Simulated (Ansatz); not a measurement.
Li interstitial in YLu3, calculated

All numbers are calculated (PBEsol, no spin polarisation, no spin-orbit coupling; Ansatz, PAW set soft_2, 420 eV, k-mesh 3×3×3), not measured.

The relaxed host crystal (no gap at this level of theory):

```cif
data_structure
_symmetry_space_group_name_H-M 'P 1'
_symmetry_Int_Tables_number 1
_cell_length_a 6.9739
_cell_length_b 6.9739
_cell_length_c 5.4014
_cell_angle_alpha 90.000
_cell_angle_beta 90.000
_cell_angle_gamma 120.000
_cell_volume 227.50
loop_
_atom_site_label
_atom_site_type_symbol
_atom_site_fract_x
_atom_site_fract_y
_atom_site_fract_z
_atom_site_occupancy
Lu1 Lu 0.16502 0.33003 0.25000 1
Lu2 Lu 0.66997 0.83498 0.25000 1
Lu3 Lu 0.16502 0.83498 0.25000 1
Lu4 Lu 0.83498 0.66997 0.75000 1
Lu5 Lu 0.33003 0.16502 0.75000 1
Lu6 Lu 0.83498 0.16502 0.75000 1
Y1 Y 0.33333 0.66667 0.75000 1
Y2 Y 0.66667 0.33333 0.25000 1
```

Supercell of 24 atoms, rows of the matrix [[0,1,1],[-1,-1,1],[1,0,1]] times the cell vectors; Li interstitial at (0.000, 0.500, 0.000) in fractions of the cell above. Atoms are relaxed at the host's cell, from a start shaken by 0.05 Å near the defect.

Nearest atoms to the added Li: relaxed Y 2.45 Å, Lu 2.46 Å, Lu 2.46 Å.

The largest move of an atom from its ideal place is 1.3 Å, so the cell rearranged and didn't merely relax.

```
charge  gap of the cell on the mesh (eV)
     0                              0.00
```

Formation energy of the neutral defect: 1.56 eV, taking atoms from and to the elements' standard states (no corrections for gases), so it belongs to those chemical potentials alone.

Relaxed cell at charge 0:

```
YLu3 Li_i charge 0
1.0
    -3.4869    6.0395    5.4014
    -3.4869   -6.0395    5.4014
     6.9739    0.0000    5.4014
Lu Y Li
18 6 1
Direct
  0.2492 0.9130 0.0823
  0.5847 0.2553 0.4211
  0.9224 0.5993 0.7563
  0.4282 0.5793 0.2557
  0.7534 0.9263 0.5813
  0.0791 0.2515 0.9284
  0.5850 0.7513 0.9084
  0.9227 0.0868 0.2526
  0.2581 0.4254 0.5948
  0.4579 0.7516 0.5516
  0.7436 0.0907 0.9188
  0.0913 0.4136 0.2650
  0.2537 0.0846 0.4233
  0.5837 0.4262 0.7517
  0.9237 0.7562 0.0816
  0.0490 0.9558 0.7557
  0.4162 0.2429 0.0943
  0.7636 0.5889 0.4169
  0.5912 0.9178 0.2424
  0.9162 0.2654 0.5899
  0.2534 0.5495 0.9577
  0.0965 0.7568 0.4230
  0.4107 0.0848 0.7512
  0.7538 0.4217 0.0860
  0.2542 0.7534 0.7554
```

Caveats: small supercell, so energies and levels can be off by tenths of an eV; one random start near the defect, so other minima are possible.

The relaxed coordinates show that the large displacement is mainly that of Li itself. It leaves the octahedral hole between two close-packed layers and moves along the c axis into the adjacent metal layer, where it sits near the centre of a triangle of one Y and two Lu atoms. The contacts of 2.45 to 2.46 Å are far shorter than the sum of the metallic radii, so they indicate compression rather than especially strong Li–metal bonds. In the layer, Li presses hard on only three atoms, which can give way sideways, whereas the octahedral hole would impose six close contacts; this probably drives the shift.

The positive formation energy of 1.56 eV relative to elemental Li fits this size mismatch and the weak chemical affinity between Li and the rare-earth metals, whose electropositive character leaves little to gain from charge transfer. Interstitial uptake from Li metal is therefore unfavourable, but whether Li would rather replace a Y or Lu atom remains open.
